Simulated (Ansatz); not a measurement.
LaAs: pressure and energy less free atoms against volume per atom

Periodic Kohn-Sham DFT of a crystal at fixed atoms; pressure and stress are positive in compression; the energy is the free energy less that of spherical unpolarised free atoms; site moments are those in the method's own spheres, positive along +z. The results are calculated, by Ansatz 0.2.0.

Cell of the first row (space group Fm-3m, No. 225):
```
LaAs
1.0
      0.0000     3.0000     3.0000
      3.0000     0.0000     3.0000
      3.0000     3.0000     0.0000
La As
1 1
Direct
  0.00000 0.00000 0.00000
  0.50000 0.50000 0.50000
```

Settings of every row: method all-electron LAPW; functional PBEsol; relativity scalar; k mesh 12x12x12; filling fermi-dirac; smearing width 0.05 eV; basis error target 1 meV/atom; nucleus gaussian.

Atom start moment: 0 on all atoms.

Limits: no spin-orbit coupling on heavy atoms.

| row | volume per atom (Å³) | pressure (GPa) | energy less free atoms (eV/atom) |
| --- | --- | --- | --- |
| 1 | 27 | 4.359 | -6.7279 |
| 2 | 27.574 | 2.578 | -6.7403 |
| 3 | 28.148 | 0.969 | -6.7466 |
| 4 | 28.436 | 0.223 | -6.7476 |
| 5 | 28.723 | -0.485 | -6.7474 |
| 6 | 29.01 | -1.159 | -6.7459 |
| 7 | 29.297 | -1.798 | -6.7433 |
| 8 | 29.872 | ? | ? |
| 9 | 30.446 | -4.05 | -6.722 |

Question: what pressure and energy less free atoms should row 8 give?

Worked fit of pressure. Take u = (V_r/V)^(2/3) − 1 with V_r = 28.579 Å³ an atom, which is twice the finite (Eulerian) strain; such expansions in the strain, on which the Birch-Murnaghan equation of state is built, carry the rest volume and the bulk modulus. The shown rows have u = 0.03862, 0.02415, 0.01018, 0.00335, -0.00335, -0.00993, -0.01641, -0.04131. Least squares give pressure = −0.1348 + 105.74 × u + 270.33 × u² + 120 × u³ GPa; a parabola predicts inner rows, each left out in turn, worse (root mean square 0.002 against 0.0009 GPa). The rows lie off it by 0.000, 0.000, -0.001, 0.001, 0.001, -0.001, 0.000, 0.000. The pressure vanishes at u = 0.0013, or V = 28.52 Å³ an atom, and there the bulk modulus at fixed shape and fractions is B = −V dP/dV = (2/3)(1 + u) dP/du = 71 GPa. The withheld row has u = -0.02907, so the fit gives −0.1348 + 105.74 × (-0.02907) + 270.33 × (-0.02907)² + 120 × (-0.02907)³ = -2.983 GPa.

The calculation gave -2.983 GPa. The fit meets it to the printed digit.

Worked fit of energy less free atoms. Take u = (V_r/V)^(2/3) − 1 with V_r = 28.579 Å³ an atom, which is twice the finite (Eulerian) strain; such expansions in the strain, on which the Birch-Murnaghan equation of state is built, carry the rest volume and the bulk modulus. The shown rows have u = 0.03862, 0.02415, 0.01018, 0.00335, -0.00335, -0.00993, -0.01641, -0.04131. Least squares give energy less free atoms = −6.74768 − 0.0358 × u + 14.18 × u² eV/atom; a straight line predicts inner rows, each left out in turn, worse (root mean square 0.0068 against 3.4e-05 eV/atom). All shown rows lie on it to the printed digit. Its lowest point lies at u = 0.0013, or V = 28.52 Å³ an atom, and the curvature there gives the bulk modulus at fixed shape and fractions, B = (4/9)(1 + u)² E″(u)/V = 71 GPa. The withheld row has u = -0.02907, so the fit gives −6.74768 − 0.0358 × (-0.02907) + 14.18 × (-0.02907)² = -6.7347 eV/atom.

The calculation gave -6.7347 eV/atom. The fit meets it to the printed digit.
